Ti-Al metal layers serve in contacts and gates of electronic devices, and a model of such a layer must start from some crystal structure. The simplest candidate is the ordered cubic one, with a Ti atom at each corner of a cube and an Al atom at its centre. Before its elastic constants go into a stress calculation, one has to decide whether this crystal would hold its shape at all. The energies below, from density-functional theory without spin polarisation, say that it would not. They also show why a test that strains one axis at a time, and looks only at the energy, would miss this.

DFT calculations with Ansatz 0.2.0 for cubic TiAl (Pm-3m): PBEsol, PAW, plane waves to 520 eV, a 14×14×14 k mesh, Gaussian smearing of 0.15 eV and no spin polarisation. The first and second strains are normal strains along the cube edges x and y, and free energies are relative to the relaxed crystal. Symmetry fixes the fractional coordinates of the atoms.

| second strain | free energy change at first strain -0.11 (meV an atom) | free energy change at first strain -0.0733 (meV an atom) | free energy change at first strain -0.0367 (meV an atom) | free energy change at first strain 0 (meV an atom) | free energy change at first strain 0.0367 (meV an atom) | free energy change at first strain 0.0733 (meV an atom) | free energy change at first strain 0.11 (meV an atom) |
| --- | --- | --- | --- | --- | --- | --- | --- |
| -0.1100 | 337.5 | 226.4 | 145.4 | 82.4 | 31.5 | -8.3 | -37.0 |
| -0.0733 | 226.4 | 135.8 | 74.4 | 31.5 | -0.4 | -23.0 | -36.1 |
| -0.0367 | 145.4 | 74.4 | 31.1 | 6.7 | -7.0 | -12.9 | -11.0 |
| 0.0000 | 82.4 | 31.5 | 6.7 | 0.0 | 4.3 | 15.0 | 31.4 |
| 0.0367 | 31.5 | -0.4 | -7.0 | 4.3 | 26.8 | 54.2 | 85.1 |
| 0.0733 | -8.3 | -23.0 | -12.9 | 15.0 | 54.2 | 98.7 | 144.5 |
| 0.1100 | -37.0 | -36.1 | -11.0 | 31.4 | 85.1 | 144.5 | 205.3 |

The two strains stretch (positive) or shorten (negative) two edges of the cube, while the third edge keeps its length. The two strained edges are equivalent, so the table is symmetric, and only one half of it was computed. If only one edge is strained, the energy rises in either direction, and the cubic cell looks like a proper minimum. If one edge is shortened and the other stretched by the same amount, the energy falls at once, to -7.0 meV an atom at the first step and to -37.0 at the last. The cubic cell is therefore a saddle point, which symmetry had held in place when its size was relaxed. That is why the map contains energies below its own zero.

One picture of such a shape starts from what the two strains have in common. Each atom has eight neighbours of the other kind along the diagonals of the cube, and each of these contacts runs partly along both strained edges. When one edge shrinks and the other grows, the two changes nearly cancel in the length of the contact. With strains of -0.11 and 0.11 it goes from 2.733 to only 2.744 Å, whereas shortening both edges by 0.11 presses it down to 2.537 Å. A stretch along one edge thus relieves the contacts that a compression along the other has squeezed.

This suggests splitting the energy into what each strain costs alone and what the two do to each other. With $e_1$ for the first strain, $e_2$ for the second and $g(e)$ for the energy when only one edge is strained, the simplest form is

$$E(e_1,e_2)=g(e_1)+g(e_2)+K\,e_1e_2 .$$

The function $g$ is read directly from the column at first strain 0. The coupling constant $K$ follows from the four innermost points at which both edges are strained: the two energies for equal strains are added, the two for opposite strains subtracted, so that the separate costs drop out:

$$K=\frac{26.8+31.1+7.0+7.0}{4\times0.0367^2}\ \text{meV}\approx 13.3\ \text{eV an atom}.$$

A point that played no part in finding $K$ shows how the form works. Take a first strain of -0.11 and a second of 0.0733. The separate costs are 82.4 and 15.0 meV, together 97.4 meV. The coupling term is 13.3 eV times the product of the strains, about -107 meV. The sum is about -10 meV an atom, and the full calculation gives -8.3. Two sizeable costs are thus slightly more than repaid by the coupling. This point is one of the better ones: with both signs reversed, the form gives about -45 meV against a computed -36.1.

Whether the coupling wins can be seen from small strains alone. There $g(e)$ is close to $\tfrac12 k e^2$, where $k$ is the stiffness of a single edge, and for opposite strains of size $e$ the energy becomes $(k-K)e^2$. It is negative as soon as $K$ exceeds $k$, and here $K$ is 1.6 times as large. Divided by the volume of an atom, $k$ and $K$ are the elastic constants $C_{11}$, about 83 GPa, and $C_{12}$, about 136 GPa. A cubic crystal can be stable only if $C_{11}$ is the larger of the two, and the same comparison tells for any other cubic crystal whether opposite strains cost energy or release it.

Reversing the signs of both strains generally changes the energy. The coupling term stays the same under such a reversal if $K$ is constant, so the difference comes mainly from $g$. Shortening one edge by 0.11 costs 2.6 times as much as stretching it by 0.11, because the repulsion between atoms rises steeply when they are pushed together, while their attraction weakens as they are pulled apart. An edge therefore yields more readily outwards than inwards. When the second edge is shortened by 0.0367, the lowest energy in the row lies at a first strain of 0.0733, twice that size. When the second edge is stretched by 0.0367, the lowest energy lies at -0.0367, an answer of only about equal size on this coarse grid.

The same imbalance explains the two outermost rows, which behave quite differently near their lowest ends. With one edge at either -0.11 or 0.11, a constant coupling would repay about 54 meV for each further step of the other edge in the opposite direction. In the computed energies the last step gains somewhat less, about 45 meV in the row at -0.11 and 52 meV in the row at 0.11. In the row at second strain -0.11 the other edge is being stretched, and its last step costs only 16.4 meV (31.4 less 15.0), so the energy is still falling steeply at the edge of the map.

In the row at second strain 0.11 the other edge is being shortened, and its last step costs 50.9 meV (82.4 less 31.5). Cost and gain then almost balance, and the energy hardly changes, from -36.1 to -37.0 meV an atom. The step before still lowered the energy by 25 meV, so the slope is flattening quickly and the floor of this row most likely lies between its last two points. The other row has not reached its floor. The value of -37.0 is thus the lowest on this grid, not the energy of a new phase.

The fall along equal and opposite strains also comes to lag behind the small-strain form. If that form held throughout, the energy would reach about -63 meV an atom at 0.11, far below the computed -37.0. Both parts of the energy contribute to the difference. The separate costs grow faster than the square of the strain, and the coupling grows somewhat more slowly. The downward curvature of the energy is strongest at the cubic shape and weakens as the crystal moves away from it, until the curve begins to bend upwards towards the end of the map.

A constant $K$ describes the map well but not perfectly. Over the points with both edges strained, including the four that fixed $K$, the typical miss is 6 meV an atom, against 27 for the purely harmonic form with two elastic constants. The largest miss comes when both edges are stretched by 0.11, where the model lies 19 meV above the computed 205.3. The coupling there has dropped by 12 %, while it has risen by 7 % when both edges are shortened by 0.11. This fits the picture of contacts that stiffen when squeezed and soften when pulled apart, but only in part: at strains of -0.11 and 0.11, where the contact hardly changes, the coupling has also dropped by about 7 %. The output after this text gives the comparison point by point.

The shared contacts offer a reason why the coupling can be large, but not why it exceeds the stiffness of a single edge. Suppose that the eight contacts were springs at their natural length and nothing else held the crystal together. For small strains their length changes in proportion to $e_1+e_2$, so the energy goes as $(e_1+e_2)^2$. Written out, this gives $K=k$ exactly, and opposite strains would neither cost nor release energy. A crystal held mainly by such contacts is therefore close to indifferent to this change of shape, and the remaining forces decide the sign. An energy that depends only on the volume, with its minimum at the relaxed size, also goes as $(e_1+e_2)^2$ and gives $K=k$. The map therefore cannot tell these two sources of the coupling apart.

What those remaining forces are, the energies alone do not reveal. They include any push or pull that the eight contacts keep at rest, the contacts between atoms of the same kind along the cube edges, and the response of the metallic electrons. A gain from rearranged titanium d electrons is a plausible guess, but it is not tested here. The direction of the outcome does agree with known chemistry, since TiAl at ordinary temperature prefers a tetragonal, nearly close-packed structure called L1$_0$. The cubic crystal turns into it when two edges shorten and the third lengthens, a change known as the Bain strain.

That path leaves this map, because the third edge is fixed here, but it begins with the same instability. For small strains along the three edges of a cubic crystal, the energy per volume is

$$\tfrac12C_{11}(e_1^2+e_2^2+e_3^2)+C_{12}(e_1e_2+e_2e_3+e_3e_1).$$

If the strains add up to zero, so that the volume stays the same to first order, the second bracket equals minus half the first. What remains is $\tfrac12(C_{11}-C_{12})(e_1^2+e_2^2+e_3^2)$, which is negative for every such change of shape. The first step towards L1$_0$ therefore runs downhill as well.

For a model of a Ti-Al layer, this means that the perfectly ordered cubic crystal is a poor default. Its elastic constants describe a shape that the crystal would leave if it were free to do so. The calculation holds the atoms still, however, and thermal vibration can stabilise a cubic metal that is unstable in this sense, as can disorder or added elements. A layer in a device should be given the structure that is actually found in it.

The analysis program printed:

```
C11 from the innermost points in GPa: 83.24
C12 from the innermost points in GPa: 136
C11 less C12 in GPa: -52.78
coupling over one-axis stiffness: 1.634
size of the best opposite strain in the harmonic form when the other strain is 0.0367: 0.05997
one-axis cost at -0.11 over that at +0.11: 2.624
Opposite strains in meV an atom and Ti-Al contacts in angstrom:
      row  two separate costs  coupling part  total  harmonic total  contact at opposite strains  contact at equal strains
    -0.11               113.8         -150.8    -37          -62.66                        2.744                     2.537
  -0.0733                46.5          -69.5    -23          -27.82                        2.738                     2.601
  -0.0367                  11            -18     -7          -6.975                        2.734                     2.667
      0.0                   0              0      0               0                        2.733                     2.733
   0.0367                  11            -18     -7          -6.975                        2.734                       2.8
   0.0733                46.5          -69.5    -23          -27.82                        2.738                     2.868
     0.11               113.8         -150.8    -37          -62.66                        2.744                     2.937
Constant-coupling model less computed energy in meV an atom:
      row  first -0.11  first -0.0733  first -0.0367  first 0.0367  first 0.0733  first 0.11
    -0.11       -11.22         -4.895         -2.424         1.324        -1.905      -10.68
  -0.0733       -4.895         -1.096         -0.299         0.299        -2.204      -8.605
  -0.0367       -2.424         -0.299          0.275         0.025        -1.301      -4.776
      0.0            0              0              0             0             0           0
   0.0367        1.324          0.299          0.025        -0.225         1.001       4.476
   0.0733       -1.905         -2.204         -1.301         1.001         3.004       9.505
     0.11       -10.68         -8.605         -4.776         4.476         9.505       18.98
rms miss of the constant-coupling model with both axes strained in meV an atom: 5.833
rms miss of the harmonic form at the same points in meV an atom: 26.88
harmonic form less computed energy with both strains -0.11 in meV an atom: -77.2
coupling at both strains -0.11 over the innermost value: 1.069
coupling at both strains +0.11 over the innermost value: 0.8825
coupling at strains -0.11 and +0.11 over the innermost value: 0.9339
```
